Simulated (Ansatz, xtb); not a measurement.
C3H10ClPSi2: which of two isomers lies lower

Structure I is `C[Si@@H]1P[SiH2]C[C@H]1Cl`, a singlet and structure II is `C=CC[Si@@H](Cl)P[SiH3]`, a singlet. Both are isolated molecules in the gas phase, relaxed with PBE-D3(BJ)/def2-SVP, each in the lowest conformer that the search found.

I (Å):

```xyz
17

C    -0.7685   -1.1920    0.0889
C    -1.7203    2.9058    1.5885
C    -0.9407    1.8833    0.7693
Cl    0.8701    2.0260    0.9988
P    -3.7830    0.2350    1.1878
Si   -1.4964    0.1079    1.2374
Si   -3.5952    2.5143    1.4451
H    -1.0274   -2.2170    0.4196
H    -1.1364   -1.0539   -0.9476
H     0.3359   -1.0875    0.0860
H    -1.0858   -0.1224    2.6668
H    -3.7866    0.3458   -0.2519
H    -4.2098    3.1989    0.2534
H    -4.3132    2.9709    2.6845
H    -1.5051    3.9499    1.2771
H    -1.4402    2.8202    2.6607
H    -1.1066    2.0394   -0.3181
```

II (Å):

```xyz
17

C    -2.4505    2.9710    1.9745
C    -1.7477    1.8228    2.0070
C    -0.2517    1.7181    1.9829
Cl    2.3950    1.0055    0.2123
P    -0.8781   -0.3584   -0.6471
Si    0.3272    1.3688    0.2073
Si   -0.1789   -1.9237    0.8547
H    -3.5508    2.9676    1.9549
H    -1.9497    3.9536    1.9722
H    -2.2987    0.8642    2.0019
H     0.1226    0.8998    2.6342
H     0.2393    2.6592    2.3086
H     0.1004    2.5768   -0.6547
H     0.1235   -0.6836   -1.6305
H     1.2765   -1.8260    1.2199
H    -0.4652   -3.2822    0.2782
H    -1.0085   -1.7367    2.0964
```

Q: Estimate which is lower in electronic energy at CCSD(T)/def2-SVP + ΔMP2/def2-TZVPP, and by roughly how much.

A: The CCSD(T)/def2-SVP + ΔMP2/def2-TZVPP calculation puts structure II lower, by 2.7 kcal/mol.

The same difference at several levels:

```json
{"level": "GFN2-xTB", "geometry": "GFN2-xTB", "E(II) − E(I) (kcal/mol)": "−13.6", "departure from the last row (kcal/mol)": "−10.9", "job, with rough time for the two": "optimisation, 0.39 s"}
{"level": "HF/STO-3G", "geometry": "GFN2-xTB", "E(II) − E(I) (kcal/mol)": "+24.3", "departure from the last row (kcal/mol)": "+27.0", "job, with rough time for the two": "single point, 0.6 s"}
{"level": "r2SCAN-D4/def2-SVP", "geometry": "GFN2-xTB", "E(II) − E(I) (kcal/mol)": "−0.5", "departure from the last row (kcal/mol)": "+2.2", "job, with rough time for the two": "single point, 5.1 s"}
{"level": "PBE-D3(BJ)/def2-SVP", "geometry": "PBE-D3(BJ)/def2-SVP", "E(II) − E(I) (kcal/mol)": "−0.5", "departure from the last row (kcal/mol)": "+2.2", "job, with rough time for the two": "optimisation, 63 s"}
{"level": "HF/def2-SVP", "geometry": "PBE-D3(BJ)/def2-SVP", "E(II) − E(I) (kcal/mol)": "−9.5", "departure from the last row (kcal/mol)": "−6.8", "job, with rough time for the two": "part of the CCSD(T) run"}
{"level": "MP2/def2-SVP", "geometry": "PBE-D3(BJ)/def2-SVP", "E(II) − E(I) (kcal/mol)": "−2.4", "departure from the last row (kcal/mol)": "+0.2", "job, with rough time for the two": "part of the CCSD(T) run"}
{"level": "CCSD(T)/def2-SVP", "geometry": "PBE-D3(BJ)/def2-SVP", "E(II) − E(I) (kcal/mol)": "−4.7", "departure from the last row (kcal/mol)": "−2.0", "job, with rough time for the two": "single point"}
{"level": "CCSD(T)/def2-SVP + ΔMP2/def2-TZVPP", "geometry": "PBE-D3(BJ)/def2-SVP", "E(II) − E(I) (kcal/mol)": "−2.7", "departure from the last row (kcal/mol)": "", "job, with rough time for the two": "single point, 2 min"}
```

As drawn, II has 1 C=C, 1 Cl–Si, 1 Si–H in place of 2 C–Si, 1 C–Cl, 1 C–H. Structure I has a 5-membered ring, II no ring.

HF/STO-3G puts the two in the other order. r2SCAN-D4/def2-SVP, PBE-D3(BJ)/def2-SVP find them nearly level. The largest departure from CCSD(T)/def2-SVP + ΔMP2/def2-TZVPP is that of HF/STO-3G, 27.0 kcal/mol. The last row adds to CCSD(T) the change of the MP2 difference between the two basis sets, here +2.0 kcal/mol.

With thermal terms from frequencies at re-optimised GFN2-xTB minima (ideal gas, soft modes damped towards free rotors, one conformer each, 298.15 K, 1 atm): the zero-point term adds −2.5 kcal/mol; ΔH is −4.4 and ΔG −6.6 kcal/mol.

The correlated steps freeze 23 core orbitals. Run with Ansatz 0.2.0, xtb 6.7.1; the last row on 4 threads of Arm Neoverse V1 on a shared host.

The open-chain isomer II is favoured only modestly, because large bond-energy changes nearly cancel. Moving chlorine from carbon to silicon gains a much stronger, more polar bond, helped by the large electronegativity difference. II also gains a whole C=C double bond, σ and π, but it gives up two C–Si σ bonds and exchanges a C–H bond for a weaker Si–H bond. Relief of ring strain probably contributes little, since long Si–P and Si–C bonds fit easily into a five-membered ring.

Correlation favours the compact ring, cutting the preference for II from 9.5 kcal/mol in HF/def2-SVP to 4.7 in CCSD(T) with the same basis. The reversed order in HF/STO-3G probably reflects the lack of polarisation functions, which leaves the Si–Cl bond poorly described. The basis-set correction is comparable to the final electronic gap, so that ordering is likely rather than secure. Zero-point energy and the greater entropy of the flexible chain both strengthen the preference for II. None of this establishes how readily the ring would open.
